# Hydrogen diffusion in a metallic glass with Gaussian site energies (Kirchheim model): solution key

## Problem and premises

Hydrogen occupies interstitial sites of a glass. Find (a) the isotherm, (b) the jump diffusion coefficient $D^*$, (c) its dilute limit, (d) the chemical coefficient $D_{\rm chem}$, (e) the forms for $\sigma\gg kT$, (f) the activation energy, (g) the size of the neglected correlation, (h) the range of validity and (i) numbers for H in amorphous Ni–Zr.

**P1.** Site energies $E$ are independent random numbers, constant in time and temperature, with normalised density
$$n(E)=\frac{1}{\sigma\sqrt\pi}\exp\!\left[-\frac{(E-E_0)^2}{\sigma^2}\right].\tag{1}$$
In this convention the standard deviation is $\sigma/\sqrt2$.

**P2.** A site holds at most one atom, and atoms on different sites do not interact.

**P3.** Every site has $z$ neighbours at distance $\ell$, isotropically placed. All saddle points lie at one energy $E_s$, so an atom jumps from site $i$ to a given empty neighbour at the classical rate $\nu_0\exp[-\beta(E_s-E_i)]$.

**P4.** Successive jumps are uncorrelated, and under a gradient the chemical potential varies linearly over many sites. Part (g) examines this premise.

Notation: $\beta=1/kT$, $s=\sigma/kT$, $\eta=(\mu-E_0)/kT$, $\langle g\rangle=\int n\,g\,dE$, and $c$ is the occupied fraction of sites. For molar energies $k$ becomes $R$. The reference coefficient
$$D_0=\tfrac16 z\nu_0\ell^2\,e^{-\beta Q_0},\qquad Q_0=E_s-E_0,\tag{2}$$
is that of a lone atom when all sites have the energy $E_0$.

## (a) Isotherm

By P2 the grand partition function factorises, $\Xi=\prod_i[1+e^{\beta(\mu-E_i)}]$. The occupations are independent, with the Fermi–Dirac mean
$$f(E)=\frac{1}{1+e^{\beta(E-\mu)}},\qquad c=\langle f\rangle .\tag{3}$$
The statistics come from single occupancy, not from spin. Since $1-f=e^{\beta(E-\mu)}f$,
$$f(E)\,e^{\beta E}=e^{\beta\mu}\,[1-f(E)].\tag{4}$$
Completing the square in $u=(E-E_0)/\sigma$ gives $-u^2-su=-(u+s/2)^2+s^2/4$, hence
$$n(E)\,e^{-\beta(E-E_0)}=e^{s^2/4}\,n(E+\Delta),\qquad \Delta=\frac{\sigma^2}{2kT}.\tag{5}$$
Write $f=e^{\eta}e^{-\beta(E-E_0)}(1-f)$ from (4), insert (5) and shift the integration variable by $\Delta$, which turns $\mu$ into $\mu+\Delta$ inside $f$:
$$c(\mu)=e^{\eta+s^2/4}\,[1-c(\mu+\Delta)].\tag{6}$$
This is exact. At $\mu=E_0-\Delta$ the bracket is $1-c(E_0)=\tfrac12$ by the symmetry of (1), and $\eta=-s^2/2$, so
$$c_\times=\tfrac12 e^{-s^2/4}.\tag{7}$$

## (b) Jump diffusion coefficient

The equilibrium number of jumps per unit time from $i$ to $j$ is the probability that $i$ is full and $j$ empty, times the rate. With independent occupations and (4),
$$t_{ij}=f_i(1-f_j)\,\nu_0e^{-\beta(E_s-E_i)}=\nu_0e^{-\beta(E_s-\mu)}(1-f_i)(1-f_j).\tag{8}$$
The symmetry in $i,j$ is detailed balance. By P1 the two energies are independent, so the average is $\bar t=\nu_0e^{-\beta(E_s-\mu)}(1-c)^2$. There are $z\bar t$ jumps per site and $c$ atoms per site, so the mean jump rate of an atom is $\Gamma=z\bar t/c$. For uncorrelated steps (P4) the mean square displacement is $\Gamma\ell^2t=6D^*t$, and with (2)
$$\boxed{D^*=D_0\,\frac{(1-c)^2}{c}\,\exp\frac{\mu-E_0}{kT}}\tag{9}$$
No assumption on $s$ or on the shape of $n(E)$ has entered: disorder acts only through $\mu(c)$. One factor $1-c$ is the blocking of the target, the other comes from (4). For $\sigma\to0$, $e^\eta=c/(1-c)$ and $D^*=D_0(1-c)$, the uncorrelated lattice-gas value.

## (c) Dilute limit

Eliminating $e^\eta/c$ from (9) with (6),
$$D^*=D_\infty\frac{[1-c(\mu)]^2}{1-c(\mu+\Delta)},\qquad \boxed{D_\infty=D_0\exp\!\left[-\frac{\sigma^2}{4k^2T^2}\right]}\tag{10}$$
As $\mu\to-\infty$ both occupations vanish and $D^*\to D_\infty$. The plateau needs $c(\mu+\Delta)\ll1$, that is $\mu$ well below $E_0-\Delta$ or $c\ll c_\times$; at $c_\times$ itself $D^*=2D_\infty(1-c_\times)^2$. By (5), dilute atoms populate a Gaussian centred at $E_0-\Delta$, and $D^*$ rises once the centre of that population saturates.

This limit does not need P4 on a regular network. A lone atom leaves a site with equal probability in all $z$ directions, whatever its history, so the sequence of sites is a simple random walk that visits all sites equally often. The mean time per step is the site average $\langle e^{\beta(E_s-E)}\rangle/z\nu_0=e^{\beta Q_0}e^{s^2/4}/z\nu_0$ by (5), and $\ell^2/6$ divided by this time is $D_\infty$.

## (d) Chemical diffusion coefficient

Assume local equilibrium: site $i$ has occupation (3) with its own $\mu_i$, and neighbouring occupations stay independent. Applying (4) to each direction, the net flow along a bond is
$$j_{ij}=\nu_0e^{-\beta E_s}(1-f_i)(1-f_j)\left(e^{\beta\mu_i}-e^{\beta\mu_j}\right)\simeq t_{ij}\,\beta(\mu_i-\mu_j).\tag{11}$$
The bonds form a resistor network with conductances $t_{ij}$. By P4, $\mu_i-\mu_j=-x_{ij}\,\partial_x\mu$, where $x_{ij}=x_j-x_i$. With $\rho$ sites per volume there are $\rho z/2$ bonds per volume, each contributing $j_{ij}x_{ij}$, and $\overline{x_{ij}^2}=\ell^2/3$:
$$J=-\frac{\rho z\ell^2}{6}\,\bar t\,\partial_x(\beta\mu)=-\rho\,cD^*\,\partial_x(\beta\mu).$$
Fick's law $J=-D_{\rm chem}\,\rho\,\partial_xc$ then gives
$$\boxed{D_{\rm chem}=D^*\Phi},\qquad \Phi=\frac{d(\mu/kT)}{d\ln c}=\frac{c}{\langle f(1-f)\rangle},\tag{12}$$
because $\partial f/\partial(\beta\mu)=f(1-f)$. Combining (9) and (12),
$$D_{\rm chem}=D_0\,\frac{(1-c)^2e^{\eta}}{\langle f(1-f)\rangle}.\tag{13}$$
Here $D^*$ is the uncorrelated coefficient (9). A tracer coefficient carries a correlation factor of its own, which in general differs from that of the collective flow.

Since $\langle f^2\rangle\ge c^2$, $\langle f(1-f)\rangle\le c(1-c)$ and $\Phi\ge1/(1-c)$. Equality holds for $\sigma=0$, where $D_{\rm chem}=D_0$ at every $c$. For $c\to0$, $\Phi\to1$ and $D_{\rm chem}\to D_\infty$. The logarithmic derivative of (9) is
$$\frac{d\ln D^*}{d\ln c}=\Phi-1-\frac{2c}{1-c}=\Phi-\frac{1+c}{1-c},\tag{14}$$
so $D^*$ rises wherever the climb of $\mu$ outweighs blocking.

## (e) Broad distribution, $\sigma\gg kT$

Integrate (3) by parts with $N(E)=\int_{-\infty}^En\,dE'$ and $x=\beta(E-\mu)$: $c=\int N(\mu+kTx)\,w(x)\,dx$, where $w=f(1-f)=1/[4\cosh^2(x/2)]$ is even and normalised, with second moment $\pi^2/3$. Expanding $N$,
$$c=N(\mu)+\frac{\pi^2}{6}(kT)^2n'(\mu)+\dots\tag{15}$$

*Leading order.* $c=N(\mu_0)=\tfrac12\{1+\operatorname{erf}[(\mu_0-E_0)/\sigma]\}$; erf is odd, so
$$\boxed{\mu_0=E_0-\sigma y},\qquad y=\operatorname{erf}^{-1}(1-2c).\tag{16}$$
With $dc/d\mu_0=n(\mu_0)=e^{-y^2}/\sigma\sqrt\pi$, the factor is $\Phi=\sqrt\pi\,s\,c\,e^{y^2}$, and
$$D^*\simeq D_0\frac{(1-c)^2}{c}e^{-sy},\qquad D_{\rm chem}\simeq\sqrt\pi\,s\,D_0(1-c)^2\,e^{\,y^2-sy}.\tag{17}$$
As $c$ grows $y$ falls, and $e^{y^2-sy}$ increases for $y<s/2$: this is the steep rise. At $c=\tfrac12$, $\Phi=\sqrt\pi s/2$, and (14) is positive at this order if $s>6/\sqrt\pi=3.4$.

*First correction.* Put $\mu=\mu_0+\delta\mu$ in (15): $n\,\delta\mu+\tfrac{\pi^2}{6}(kT)^2n'=0$, with $n'/n=2y/\sigma$ at $\mu_0$. Then
$$\frac{\delta\mu}{kT}=-\frac{\pi^2}{3}\frac{y}{s}.\tag{18}$$
Both coefficients in (17) acquire the factor $e^{\delta\mu/kT}$. The relative change of $\langle f(1-f)\rangle$ from $kTn(\mu_0)$ is of order $s^{-2}$ at fixed $y$, one order smaller. So (17) needs $\pi^2|y|/3s\ll1$, a stricter condition than $s\gg1$ in the tail. It cannot be continued to $c\to0$: the exponent $y^2-sy$ has its minimum $-s^2/4$ at $y=s/2$, where (17) gives about $\sqrt\pi\,s\,D_\infty$, and then rises without bound, while (13) tends to $D_\infty$.

## (f) Activation energy of $D^*$ at fixed $c$

From (2) and (9), $Q^*=-\partial\ln D^*/\partial\beta|_c=E_s-\partial(\beta\mu)/\partial\beta|_c$. Holding $c$ fixed in (3) requires $\langle f(1-f)\,[E-\partial(\beta\mu)/\partial\beta]\rangle=0$, so
$$Q^*=E_s-\bar E,\qquad \bar E=\frac{\langle E\,f(1-f)\rangle}{\langle f(1-f)\rangle}.\tag{19}$$
In the dilute limit the weight is (5), $\bar E=E_0-\Delta$ and $Q^*=Q_0+\sigma^2/2kT$, so the Arrhenius plot is curved. In the step limit $\bar E=\mu_0$ and $Q^*=Q_0+\sigma y$.

## (g) Size of the neglected correlation

In the network (11) the true $\mu_i$ minimise $\sum t_{ij}(\mu_i-\mu_j)^2$ at fixed boundary values. The linear profile of P4 is a trial function, so (13) is an upper bound on the network result. For $s\gg1$ the factors $1-f_i$ are nearly 0 or 1: filled deep sites are obstacles, and the network is a lattice with a fraction $c$ of its sites removed.

Tetrahedral interstices have four faces, so the diamond lattice serves as a regular stand-in with $z=4$. Let $L$ be its graph Laplacian with unit conductances, $G$ its Green function, and $G_0,G_1,G_2$ the values on site and at first and second neighbours. The equation $LG=\delta$ reads $4(G_0-G_1)=1$ at the origin and $4G_1-G_0-3G_2=0$ at a neighbour, so $g\equiv G_0-G_2=\tfrac43(G_0-G_1)=\tfrac13$.

A linear potential $\phi^0$, zero at site 0, solves the perfect lattice, because the four bond vectors sum to zero; its values $\phi^0_j$ on the four neighbours sum to zero as well. Cutting the four bonds, $L\to L-\Delta L$, is equivalent to the sources $\Delta L\phi$ in the perfect lattice. With the potential of the isolated site set to zero these are $\phi_j$ at neighbour $j$ and $-\sum_j\phi_j=0$ at site 0. Any two of the neighbours are second neighbours of each other, so $\phi_j=\phi_j^0+G_0\phi_j+G_2\sum_{k\ne j}\phi_k=\phi^0_j+g\phi_j$, and $\phi_j=\phi_j^0/(1-g)$.

Since $\phi-\phi^0$ vanishes on the boundary, the dissipation changes by $-\phi^{0T}\Delta L\,\phi=-\sum_j(\phi_j^0)^2/(1-g)$ per removed site, against $\tfrac12\sum_j(\phi^0_j)^2$ per site of the perfect lattice. The conductance is therefore $1-2c/(1-g)=1-3c$ to first order, whereas P4 gives $(1-c)^2\simeq1-2c$. The missing factor is $1-c+O(c^2)$. It becomes dominant when the empty fraction $1-c$ nears the site-percolation threshold, approximately 0.43 as a typical value for the diamond lattice, that is near $c=0.57$.

## (h) Range of validity

1. **Regimes.** Equation (10) reduces to $D_\infty$ for $c\ll c_\times$; (16) and (17) need $s\gg1$ and $\pi^2|y|/3s\ll1$; between them (3), (9) and (13) are evaluated numerically.
2. **Correlation.** P4 is exact for $c\to0$, overestimates $D_{\rm chem}$ by a relative amount of order $c$ for $z=4$, and is unreliable from about half filling upward.
3. **Saddles.** P3 needs $E_s$ above nearly all sites, $\tfrac12\operatorname{erfc}(Q_0/\sigma)\ll1$. If the saddles scatter independently with Gaussian width $\sigma_s$, the dilute network conductance lies between the harmonic and arithmetic means of the bond values, so $D_\infty$ is multiplied by a factor between $e^{-\sigma_s^2/4k^2T^2}$ and $e^{+\sigma_s^2/4k^2T^2}$. For $\sigma_s\approx\sigma$ this interval is as wide as the trapping factor itself. Saddles that follow the site energies weaken the dependence on $c$, which rests on a rising $\mu$ under a fixed $E_s$.
4. **Interactions.** A mean-field term $wc$ that shifts sites and saddles alike leaves $D^*(c)$ unchanged and adds $wc/kT$ to $\Phi$. If H atoms exclude each other within a typical 2.1 Å, a jump needs the other $2(z-1)$ neighbours of the bond empty too; random placement estimates a further factor $(1-c)^6$ in $\bar t$ at given $\mu$ and $c$ for $z=4$, and the isotherm changes as well.
5. **Shape of $n(E)$.** $D_\infty$ is set by sites near $E_0-\Delta$, a distance $s\sigma/2$ into the tail, where the Gaussian form is least certain. In Ni–Zr glasses the tetrahedra Zr$_4$, Zr$_3$Ni, … typically form separate energy classes, filled in order of falling Zr content. Equation (1) describes one class; (9) and (13) accept a sum of Gaussians unchanged.
6. **Time scale.** The sites below $E_0-\Delta$ make up a fraction $\tfrac12\operatorname{erfc}(s/2)$, and a lone atom must make many times the inverse of this number of jumps before $D_\infty$ applies. Probes of short paths, such as quasielastic neutron scattering, see a distribution of rates instead.
7. **Host and dynamics.** The glass must not relax or crystallise during the run, and hopping must be over the barrier; tunnelling at low temperature is outside P3.

## (i) Illustration: H in amorphous Ni–Zr at 300 K

Assumed inputs, for one Gaussian class of sites: $z=4$, $\ell=2.0$ Å, $\nu_0=1.0\times10^{13}$ s$^{-1}$, $Q_0=35$ kJ/mol and $\sigma=5RT$.

Then $RT=2.494$ kJ/mol, $\sigma=12.5$ kJ/mol (0.129 eV) and $s=5$. The prefactor is $z\nu_0\ell^2/6=2.67\times10^{-7}$ m²/s and $Q_0/RT=14.03$, so $D_0=2.1\times10^{-13}$ m²/s. The trapping factor is $e^{-6.25}=1.93\times10^{-3}$, which gives $D_\infty=4.1\times10^{-16}$ m²/s. Quadrature of (3), (9), (12) and (13) gives the model's values; the first row is the crossover (7).

| $\eta$ | $c$ | $\Phi$ | $D^*/D_0$ | $D_{\rm chem}/D_0$ |
|---|---|---|---|---|
| $-12.5$ | $9.65\times10^{-4}$ | 1.3 | $3.85\times10^{-3}$ | $4.83\times10^{-3}$ |
| $-10$ | $6.20\times10^{-3}$ | 1.5 | $7.23\times10^{-3}$ | $1.05\times10^{-2}$ |
| $-7.5$ | $2.96\times10^{-2}$ | 1.8 | $1.76\times10^{-2}$ | $3.12\times10^{-2}$ |
| $-5$ | 0.103 | 2.3 | $5.23\times10^{-2}$ | 0.120 |
| $-2.5$ | 0.264 | 3.2 | 0.169 | 0.540 |
| $0$ | 0.500 | 5.0 | 0.500 | 2.48 |

The third figures describe the formulas, not the accuracy of the premises.

*Rise with $c$.* At $c=0.103$, $D_{\rm chem}=2.6\times10^{-14}$ m²/s, 62 times $D_\infty$; the slope (14) is 1.06. At half filling the formal value is $5.3\times10^{-13}$ m²/s, or $1.3\times10^3D_\infty$, at the edge of validity. By (19), $Q^*$ falls from 66 kJ/mol in the dilute limit to 45 kJ/mol at $c=0.103$ and to $Q_0$ at $c=\tfrac12$, where $\bar E=E_0$ by symmetry.

*Step approximation.* At $c=0.103$ (unrounded), (16) gives $y=0.892$ and $\mu_0-E_0=-4.46\,RT$, against the exact $-5RT$. The gap of $0.54\,RT$ compares with $0.59\,RT$ from (18). Hence (17) overestimates $D^*$ by a factor 1.7, and it gives $D_{\rm chem}/D_0=0.182$, too high by a factor 1.5. At $c=\tfrac12$, where (18) vanishes, it gives 2.22 against 2.48. At $y=s/2$ it gives $8.9D_\infty$. For $s=5$ the closed form thus has the right trend and is good to a factor of about 2 for $0.1\lesssim c\lesssim0.5$.

*Neglected terms at $c=0.103$.* The obstacle factor of (g) is 0.90 and the exclusion estimate $(1-c)^6$ is 0.52. An assumed $|w|=10$ kJ/mol changes $\Phi=2.29$ by 0.41. Together these amount to a factor of order 2, small against the rise by 62. The fraction of sites above the saddle level is $3.6\times10^{-5}$. The fraction below $E_0-\Delta$ is $2.0\times10^{-4}$, so the dilute plateau needs paths much longer than $5\times10^3$ jumps.

These numbers are the model's, not the material's. The value of $Q_0$ was chosen so that $D_{\rm chem}$ falls near the range typical of H in Ni–Zr glasses at room temperature, roughly $10^{-15}$ to $10^{-13}$ m²/s, so the absolute level tests nothing. The ratios in the table depend on $s$ and $c$ alone: for $s=5$ the model gives $D_{\rm chem}/D_\infty\approx62$ when a tenth of the sites is filled.